DYNAMIC STRUCTURE FACTOR OF 1D FERMIONS WITH BAND CURVATURE: RESPONSE OF THE ⁶Li BRAGG LINE

Statement

Convention: S(q,ω) = ∫dx dt e^{i(ωt−qx)} ⟨ρ(x,t)ρ(0,0)⟩, with q > 0. For one species of free fermions with ε_k = ħ²k²/2m, at T = 0 and q < 2k_F,

S = m/ħq for ω₋ < ω < ω₊, zero outside, ω± = ω₀ ± Δ/2, ω₀ = v_F q, Δ = ħq²/m.

The weight is ∫S dω = q and the first moment is ∫ωS dω = v_F q² (f-sum rule). For 1/m → 0 at fixed v_F the box becomes the Luttinger peak q δ(ω − v_F q). An expansion in 1/m about that peak diverges at ω = v_F q. Far-detuned Bragg beams couple to the total density and transfer momentum at a rate ∝ S(q,ω) − S(−q,−ω), which equals S at T = 0. Without interaction the spin states add.

Question: in which direction and how far does the line change when one setting is altered?

Reference state

Illustrative inputs, typical of ⁶Li (m ≈ 6.015 u) in lattice tubes: a uniform, balanced two-component gas with total density n = 3.0 µm⁻¹, q = 1.5 µm⁻¹ and ω⊥/2π = 200 kHz. Then k_F = πn/2 = 4.71 µm⁻¹, v_F = ħk_F/m = 49.8 mm/s, E_F/h = 18.7 kHz, T_F = 0.90 µK and q/k_F = 0.318. The box runs from 9.99 to 13.77 kHz with height 2m/ħq = 126 µs/µm. All results are the model's.

Answers

ω̄ is the first moment divided by the weight. Frequencies are ω/2π in kHz; height (at ω₀) and weight are relative to the reference.

Change | ω̄ | width | height | weight
reference | 11.88 | 3.78 | 1 | 1
A: q doubled | 23.76 | 15.12 | 0.50 | 2
B: ⁶Li → ⁴⁰K | 1.79 | 0.57 | 6.64 | 1
C: n halved | 5.94 | 3.78 | 1 | 1
D: fully polarised, same n | 23.76 | 3.78 | 0.50 | 0.50
E: T = 0.1 T_F | – | edges 0.59 soft | 0.92 | –
F: repulsion, γ = 0.3 | 12.23 | tilted | 0.97 | 0.97
G: harmonic axial trap | 9.37 | cusp at 9.99 | – | –

Reasoning

The line counts particle–hole pairs whose hole lies within q of the Fermi point. The centre measures the velocity there (∝ k_F q/m), the width the change of velocity across the interval (∝ q²/m, blind to density), the weight the number of available holes (∝ q, blind to mass and density). The relative width is Δ/ω₀ = q/k_F.

A. A larger q opens more holes and samples more curvature: the line moves up, widens faster than it moves, and drops.
B. Mass sets only the clock. All frequencies fall as 1/m, but the heavier atom at the same density is no closer to the Luttinger limit, since q/k_F is unchanged.
C. A lower density slides the box down rigidly.
D. One Fermi sea twice as deep doubles the velocity. The first moment depends on n alone, so the weight must halve.
E. Heat blurs occupations over δk = k_BT/ħv_F, to be compared with the interval q. The small parameter is k_BT/ħω₀, not k_BT/ħΔ, so the box is more robust than its width suggests.
F. Repulsion stiffens the gas. At fixed first moment the line moves up and loses weight.
G. Every point of the tube is less dense than the centre, so the line moves down.

Calculation

A. ω₀ ∝ q, Δ ∝ q², height ∝ 1/q; q = 3.0 µm⁻¹ is still below 2k_F = 9.42 µm⁻¹.

B. With m ≈ 39.964 u the mass ratio is 6.64; it divides ω₀ and Δ and multiplies the height.

C. Only ω₀ = πħnq/2m contains n. The rigid slide ends when ω₋ = 0, at q = 2k_F or n = q/π = 0.477 µm⁻¹. Below that density every atom can be excited and the weight is 2k_F per species.

D. For polarisation P = (n↑ − n↓)/n, k_F,σ = (πn/2)(1 ± P). Two boxes of height m/ħq sit at ω₀(1 ± P) and separate once 2Pω₀ > Δ, that is P > q/πn = 0.159. At P = 1 one box is left, and E_F/h = 74.6 kHz is still below ω⊥/2π.

E. Energy conservation fixes k = mω/ħq − q/2, so per species S = (m/ħq) f(ε_k)[1 − f(ε_{k+q})]. At T = 0.1 T_F = 90 nK and fixed n, μ = 1.009 E_F. At ω₀, ε_k = 0.707 E_F and ε_{k+q} = 1.344 E_F, and the product is 0.953 × 0.966 = 0.92. The Bragg combination f(ε_k) − f(ε_{k+q}) also gives 0.92. The edges soften over (ħq/m)δk = (q/k_F)k_BT/ħ, or 0.59 kHz, although k_BT/h = 1.87 kHz is half the width; k_BT/ħω₀ = 0.16.

F. Take a contact repulsion g between opposite spins (Gaudin–Yang model), γ = mg/ħ²n. With g ≈ 2ħω⊥a, γ = 0.3 needs a ≈ 71 a₀; this relation has relative corrections of order a/√(ħ/mω⊥) = 0.04. The energy per length is π²ħ²n³/24m + gn²/4 + O(mg²n/ħ²). The last term is linear in n and drops out of mv_c² = n ∂²(E/L)/∂n², so v_c = v_F √(1 + 2γ/π²) = 1.030 v_F. The Luttinger peak 2K q δ(ω − v_c q) must carry the first moment 2v_F q², so K = v_F/v_c = 0.97, and ω̄ rises by 0.36 kHz.
The shape follows from the density response, which to first order in g is 2χ₀ + 2gχ₀², with S = −2ħ Im χ and Re χ₀ = (m/2πħ²q) ln|(ω² − ω₋²)/(ω² − ω₊²)|. Inside the box
S = (2m/ħq)[1 + λ ln((ω² − ω₋²)/(ω₊² − ω²))], λ = γn/πq = 0.19.
Split the logarithm. The part ln((ω − ω₋)/(ω₊ − ω)) is odd about ω₀ and tilts weight upwards. The part ln((ω + ω₋)/(ω + ω₊)) averages to −(q/2k_F)(1 + q²/24k_F²) and changes the weight by the fraction −(γ/π²)(1 + q²/24k_F²) = −0.031, consistent with K; the curvature correction q²/24k_F² is only 0.004. The shape, however, is governed by λ = (2k_F/q)(γ/π²), which is 6.3 times the relative shift. Terms in λ² ≈ 0.04 rival the 3 per cent change of height at ω₀, so that table entry is first order only; near the edges the logarithms make the expansion fail, and for λ ≳ 1 the box is no starting point.

G. In local-density approximation k_F(x) = k_F √(1 − x²/R²), with the reference density at the centre. A point x contributes where |k| < k_F(x) < k + q, so
∫S dx ∝ √(1 − k²/k_F²) − √(1 − (k+q)²/k_F²),
with the second root set to zero for k + q > k_F. This rises up to k + q = k_F and, for q < k_F, falls beyond: the maximum is a cusp at ω₋ of the central box. The mean is ω̄ = ω₀ (π/4)/w with w = ∫₀¹ min(1, 2k_F(x)/q) d(x/R) = 0.996, giving 0.789 ω₀.

Proof of the box

At T = 0, S = (2π/L) Σ_k n_k(1 − n_{k+q}) δ(ω − ω_k) = ∫dk δ(ω − ω_k), with ω_k = ħ(2kq + q²)/2m. For q < 2k_F the Pauli factor selects k_F − q < k < k_F. Since ω_k is linear in k with slope ħq/m, the integral is m/ħq between the end values ω₋ and ω₊. Height times width is q, and multiplying by the centre ω₀ gives the first moment. At fixed v_F and q, Δ → 0 as 1/m → 0 while the weight stays q.

Why bosonic perturbation theory fails

Filling right-movers up to k_F + 2πρ costs, per length and relative to E_F, πħv_F ρ² + (2π)²ħ²ρ³/6m. With ρ_p = √(Lp/2π) b_p the first term gives free bosons of energy ħv_F p. The second lets boson q decay into p and q − p with matrix element (ħ²/m)√(2π q p(q−p)/L). Every such pair has energy exactly ħv_F q, so with δ = ω − v_F q all energy denominators equal ħδ. The squared elements sum over unordered pairs to (ħ⁴/2m²)∫₀^q q p(q−p) dp = ħ²Δ²/12, and the self-energy is Σ = Δ²/12δ in frequency units, infinite on the mass shell. The exact right-mover response confirms this:

χ_R = (m/2πħ²q) ln[(δ + Δ/2)/(δ − Δ/2)] = (q/2πħ)[1/δ + Δ²/12δ³ + Δ⁴/80δ⁵ + …].

Written as (q/2πħ)/(δ − Σ), it has Σ = Δ²/12δ at leading order. The series converges only for |δ| > Δ/2, which is 1.89 kHz in the reference state, that is outside the line. At any finite order the spectral weight is made of δ-functions and their derivatives; the moments come out right (Δ²/12 is the variance of the box), the shape does not.

Limits

A square pulse of duration τ convolves the line with a function of full width 0.886/τ, or 3.0 kHz for an illustrative τ = 0.3 ms, comparable to Δ. A cloud also averages over tubes with fewer atoms than the central one. Lines from real tube arrays are therefore typically about twice as wide as the model's 3.78 kHz box and peak below its centre; the box edges are washed out, while the signs and scalings of ω̄ under changes A to D survive for each tube.